Dear colleague,

The weak-localisation formula for your GaAs wire, prefactor included, can be read off a model whose smallest member is one chaotic cavity with one channel on each side. I solve that cavity exactly, join cavities into a chain and into lattices, and recover the results for d = 1, 2, 3. Then I put in numbers for W = 100 nm and L_φ = 1 µm, which I treat as assumed inputs.

Conventions. G = (2e²/h) g, so g is the transmission per spin, and 2e²/h = e²/(πħ) = 77.5 µS. One valley, and until section 6 no field, no spin–orbit coupling and no interaction beyond a dephasing time τ_φ. L_φ = √(Dτ_φ). In d dimensions σ is defined by G = σ L^(d−2), so for a wire σ is a conductance times a length.

1. The general statement

(1) δσ = −(2e²D/(πħ)) ∫ dt P(t) exp(−t/τ_φ), P(t) = (4πDt)^(−d/2),

where P is the probability density that a diffusing particle is back at its starting point.

d = 1: the integral is ½√(τ_φ/D), so δσ = −(e²/(πħ)) L_φ.
d = 2: P = 1/(4πDt) needs a cut-off near the elastic time τ. With the factor 1 − exp(−t/τ) the integral of 1/t gives ln(1 + τ_φ/τ), so δσ ≈ −(e²/(2π²ħ)) ln(τ_φ/τ), with e²/(2π²ħ) = 12.33 µS.
d = 3: write exp(−t/τ_φ) = 1 + [exp(−t/τ_φ) − 1]. The first part gives a constant set by the cut-off. The second converges, ∫ t^(−3/2)[exp(−t/τ_φ) − 1] dt = −2√(π/τ_φ), so δσ = const + e²/(2π²ħL_φ).

2. One cavity, exactly

Take a cavity with two ballistic contacts of M channels each, ν = 2M channels in all. The model is this: the scattering matrix S is unitary and otherwise as random as symmetry allows.

If time reversal is broken, the distribution is unchanged by S → VSV′ for any unitary V and V′. All ⟨|S_ab|²⟩ are then equal, unitarity makes them 1/ν, and ⟨g⟩ = M²/ν = M/2. This is the classical value, two contacts of conductance M in series.

With time reversal S is symmetric, S = UᵀU with U uniform on the unitary group, and the distribution is unchanged by S → VᵀSV. The only invariant second moment is ⟨S_ab S*_cd⟩ = A δ_ac δ_bd + B δ_ad δ_bc, and S_ab = S_ba forces A = B. Unitarity, Σ_b |S_ab|² = 1, gives A(ν + 1) = 1:

(2) ⟨|S_ab|²⟩ = (1 + δ_ab)/(ν + 1).

Return into the entrance channel is exactly twice as likely as exit through any other, and every other channel pays for it by dropping from 1/ν to 1/(ν + 1). Summing over M × M transmitting pairs,

(3) ⟨g⟩ = M²/(2M + 1), δg = ⟨g⟩ − M/2 = −M/(2(2M + 1)).

For M = 1 you can do it by hand. Let U have rows (p, q) and (−q* e^(iφ), p* e^(iφ)), with u = |p|² uniform on [0, 1] and uniform phases. Then S_12 = pq − p*q* e^(2iφ). The phase average of |S_12|² is 2u(1 − u), whose mean is 1/3, against the classical 1/2. Equation (3) gives δg = −0.167 for M = 1, −0.227 for M = 5, −0.249 for M = 121, and −1/4 as M → ∞. The classical conductance grows as M and the correction does not.

3. The chain, and where the return probability enters

Put N such cavities in a row, spacing a, joined by n = N + 1 contacts of M channels, with reservoirs at sites j = 0 (source) and j = n (drain), L = na. Give each cavity M_φ further channels to a voltage probe, which absorbs electrons and returns them with the phase erased. Now ν = 2M + M_φ. I work to leading order in 1/M, the order at which (3) reads −1/4.

Classical part. The occupation of channels leaving site j is f_j = 1 − j/n, the chance of ending in the drain from site j is w_j = j/n, and g = M/n. The probes draw no net current and leave this unchanged.

Interference part. An electron enters cavity j by channel a, leaves by b, wanders coherently, comes back by c and leaves by d. The partner path runs the loop backwards: out by c, back by b. The loop amplitudes are equal by time reversal, so the cross term is the loop probability times ⟨S_ba S_dc S*_ca S*_db⟩. For d = a and b ≠ c this average is ⟨|S_ba|²|S_ca|²⟩ ≈ 1/ν². Since Σ_d S_dc S*_db = 0 for b ≠ c, and the other exits are equivalent, each of them carries −1/ν³. The case b = c is the case d = a of the neighbouring cavity and is counted there. Let K_j be the mean number of passages through cavity j, the first included, of a classical walker that enters j and stops at a reservoir or a probe. The loop probabilities summed over b and c are ν(K_j − 1). Adding the loop-free term from (2), δ_ad/ν − 1/ν², the probability of going from a to d changes by

(4) δp_da = (K_j/ν)(δ_ad − 1/ν).

Weight the entrance with its occupation and the exit with its chance of reaching the drain. Then δg = Σ_j K_j × cov_j, where cov_j is the covariance of f and w over the ν channels of cavity j. The left channels carry (f_(j−1), w_(j−1)), the right ones (f_(j+1), w_(j+1)), the probe channels the mean values (f_j, w_j). Each of the 2M contact channels contributes −1/n², so cov_j = −2M/(νn²).

The walker hops to each neighbour with probability M/ν, so K_j = (ν/M)[(Λ + κ²)⁻¹]_jj, where Λ is the N × N matrix with 2 on the diagonal and −1 beside it, and κ² = M_φ/M. The factors of ν and M cancel:

(5) δg = −(2/n²) Tr (Λ + κ²)⁻¹.

Now go to time. With level spacing Δ per spin, each open channel empties a cavity at the rate Δ/h. The hop rate per contact is Γ = MΔ/h, the dephasing rate is 1/τ_φ = M_φΔ/h, D = Γa², and κ = a/L_φ. The populations obey dP/dt = −ΓΛP, so (Λ + κ²)⁻¹ = Γ ∫ dt exp(−ΓΛt) exp(−t/τ_φ). With Γ/n² = D/L², and Σ_j P_jj(t) = L P̄(t), where P̄ is the return probability per length averaged along the wire,

(6) δσ = L δG = −(2e²D/(πħ)) ∫ dt P̄(t) exp(−t/τ_φ).

This is (1), with the prefactor derived. One factor 2 is spin, through e²/(πħ). The other counts the two contacts of each cavity across which the occupation drops.

For one cavity Λ = 2 and n = 2, so δg = −(1/4)/(1 + τ_D/τ_φ), with dwell time τ_D = 1/(2Γ). The return probability is the single exponential exp(−t/τ_D), and τ_φ → ∞ gives the −1/4 of the exact solution. For two cavities the eigenvalues of Λ are 1 and 3, δg = −(2/9)[1/(1 + κ²) + 1/(3 + κ²)], which is −8/27 at κ = 0.

Closed form for any n. Put 2 cosh θ = 2 + κ². Expanding the determinant along a row gives det(Λ + κ²) = sinh(nθ)/sinh θ, the trace is d ln det/dκ², and dκ² = 2 sinh θ dθ:

(7) δg = −[n coth(nθ) − coth θ]/(n² sinh θ).

Three limits follow. For κ → 0, δg = −(1/3)(1 − 1/n²), which runs from −1/4 to the −1/3 of a coherent diffusive wire. For n → ∞ at fixed x = L/L_φ, δg = −(x coth x − 1)/x². For n → ∞ at fixed κ, sinh θ = κ√(1 + κ²/4) gives δσ = −(e²/(πħ)) L_φ/√(1 + a²/(4L_φ²)), which is the 1D result as soon as L_φ spans a few cells.

n; −δg at x = 0; −δg at x = 10
2; 0.2500; 0.0185
3; 0.2963; 0.0341
10; 0.3300; 0.0774
30; 0.3330; 0.0884
146; 0.3333; 0.0899
∞; 0.3333; 0.0900

The infinite-wire form L_φ/L gives 0.1000 at x = 10. For x ≫ 1 the continuum result is (L_φ/L)(1 − L_φ/L), because loops that start within about L_φ of a reservoir can be absorbed there.

4. The same cavities in d = 2 and 3

On a hypercubic lattice with 2d contacts per cavity, f and w change only along the current, so cov_j is again −2M/(νn²), and (5) holds with the lattice Laplacian in place of Λ. For a large sample

(8) δσ = −(e²/(πħ)) 2 a^(2−d) 𝒢_d, 𝒢_d = ∫ ds [exp(−2s) I₀(2s)]^d exp(−κ²s), s = Γt.

The bracket is the exact return probability of the walk along one axis. It tends to (4πs)^(−1/2) at large s, which reproduces P(t) of (1), and it equals 1 at s = 0, so no cut-off has to be put in by hand.

d = 1: 𝒢₁ = 1/(κ√(4 + κ²)), as above.
d = 2: 𝒢₂ = (2/(πE)) K(m), with E = 4 + κ², parameter m = 16/E² and K the complete elliptic integral. For small κ, 1 − m ≈ κ²/2 and K ≈ ln(4/√(1 − m)), so 4π𝒢₂ ≈ ln(32/κ²) = ln(32Γτ_φ). Hence δσ = −(e²/(2π²ħ)) ln(τ_φ/τ*) with τ* = 1/(32Γ). The coefficient is universal, 28.4 µS per decade of τ_φ. The time under the logarithm belongs to the model.
d = 3: 𝒢₃ = 0.2527 − κ/(4π) + O(κ²), where the constant is Watson's simple-cubic integral in this normalisation and the slope comes from the (4πs)^(−3/2) tail as in section 1. Hence δσ = −0.505 e²/(πħa) + e²/(2π²ħL_φ).

So the lattice agrees with every τ_φ-dependent term of the general statement and supplies its own constants where (1) leaves them open.

5. Numbers for the wire

First a warning about a two-dimensional gas. There σ/(2e²/h) along the wire is k_F l W/2, with l the mean free path. At an assumed 5 × 10¹¹ cm⁻², k_F W/π = 5.6 channels, and that length exceeds L_φ only for l > 113 nm. A 100 nm wire with l < W would have |δσ| above the Drude value, where (1) is void. A heterostructure wire with your numbers is weakly localised only if it is quasi-ballistic across its width, and then D and the field scale depend on the walls.

I therefore take a doped wire, conducting cross-section A = 100 × 100 nm² and length L = 10 µm (both assumed), with an assumed n_e = 2 × 10¹⁸ cm⁻³ and a typical low-temperature mobility μ = 2000 cm²/Vs. The band-edge mass is 0.067 mₑ and the direct gap 1.519 eV (compiled values, Vurgaftman 2001). For a parabolic band:

k_F = (3π²n_e)^(1/3) = 0.390 nm⁻¹, E_F = 86 meV
l = ħk_F μ/e = 51.3 nm, k_F l = 20.0
v_F = 6.73 × 10⁷ cm/s, τ = 0.076 ps
D = v_F l/3 = 115 cm²/s, τ_φ = L_φ²/D = 87 ps, τ_φ/τ = 1.14 × 10³
σ₃D = n_e eμ = 641 S/cm, G = σ₃D A/L = 64.1 µS (15.6 kΩ)

E_F is 5.7 per cent of the gap, so non-parabolicity shifts the mass by something like a tenth. That moves E_F, v_F, D and the times, but not l, G or the correction at given L_φ.

To map onto the chain, take M = k_F²A/(4π) = 121 channels and fix a by the Drude conductance, Ma = σ₃D A/(2e²/h) = 8.27 µm. This gives a = 4l/3 = 68.4 nm, n = 146 and κ = 0.0684. The Drude value is thus fitted. The correction is not, and it hardly feels a: the lattice factor 1/√(1 + κ²/4) is 0.9994.

The general statement gives δσ = −77.5 µS·µm, that is δG = −7.75 µS, or L_φ/(Ma) = 12 per cent of G. With ideal reservoirs at both ends, δg = −0.0900 gives δG = −6.97 µS, 11 per cent of G. Narrow voltage arms in a four-terminal pattern are not such reservoirs, so the end term has to be redone for your layout. The parameter that must be small is L_φ/(Ma). It does not matter that g of the whole wire is below one, since pieces longer than L_φ add incoherently.

The same material as a 100 nm film, taken as one layer of cells, has 4π𝒢₂ = 8.83 from the elliptic integral (ln(32/κ²) gives the same digits), against ln(τ_φ/τ) = 7.04 from section 1. The gap between the two is the cut-off ambiguity. With 8.83 the correction is 1.7 per cent of the sheet conductance. In bulk the L_φ-dependent term is 0.123 S/cm, or 0.019 per cent. The fall from 12 to 1.7 to 0.019 per cent is the power d/2 in P(t) at work.

6. What these numbers leave out

Short times. The cut-off 1 − exp(−t/τ) removes L_φ/√(1 + τ_φ/τ) = 30 nm from the 1000 nm. Transverse modes add to it: a 2 × 2 cross-section of cells with a = 50 nm has transverse eigenvalues 0, 2, 2, 4, and the three higher ones contribute 2a Σ 1/√(λ(4 + λ)) = 75 nm. Both are offsets of order l that barely depend on τ_φ. They limit the absolute value to several per cent and nearly cancel from differences in temperature or weak field.

Higher orders. The next term is of relative order L_φ/(Ma), up to about a tenth of the correction, with a coefficient that (4) does not give. Two figures are the most to quote.

Spin–orbit coupling. Let a loop rotate the spin by the SU(2) matrix U of angle ϕ. The reversed loop gives U⁻¹, and the spin-summed cross term carries Tr[U(U⁻¹)†] = Tr U² = 2 cos ϕ = (1 + 2 cos ϕ) − 1. The bracket is the trace of the rotation acting on the spin vector, whose average is 3 exp(−t/τ_s) for isotropic relaxation. The spin factor 2 becomes 3 exp(−t/τ_s) − 1, and

(9) δσ = −(e²/(πħ)) L_φ [ (3/2)(1 + τ_φ/τ_s)^(−1/2) − 1/2 ],

which changes sign at τ_φ = 8τ_s. At this doping a typical τ_s in bulk GaAs is of order 100 ps, good to a factor of two or so. The bracket is 0.60 there, 0.41 at 50 ps and 0.75 at 200 ps.

Interaction. The exchange and Hartree correction has the scale (e²/(πħ)) L_T with a coefficient of order one, L_T = √(ħD/k_BT) = 0.54 µm at an assumed 0.3 K. It rivals the effect in G(T) but is insensitive to weak fields. Dephasing by electron–electron scattering in a wire is also not a pure exponential in t, so L_φ from (1) is an effective length.

Field. The pair of reversed paths couples with charge 2e. In the gauge A_x = −By, with y measured from the wire axis, the average of (2eBy/ħ)² across the width is W²/(3l_B⁴), l_B² = ħ/(eB), and 1/L_φ² → 1/L_φ² + W²/(3l_B⁴). Without spin–orbit coupling the correction halves when the added term equals 3/L_φ², at B = 3ħ/(eWL_φ) = 20 mT. This assumes l ≪ W and l_B ≫ W. With l near W/2, paths bouncing between the walls enclose partly cancelling flux, and the field scale moves up.

The 12 per cent is therefore the model's number, for a long wire without spin–orbit coupling. A real wire of this doping should show less: with the typical τ_s above, (9) gives about 7 per cent, so the spinless figure overshoots by a factor between roughly 4/3 and 5/2. Fit the low-field trace with both lengths in (9) carrying the field term, leave an additive constant free for the offsets of order l, and take L_φ from the shape and amplitude together.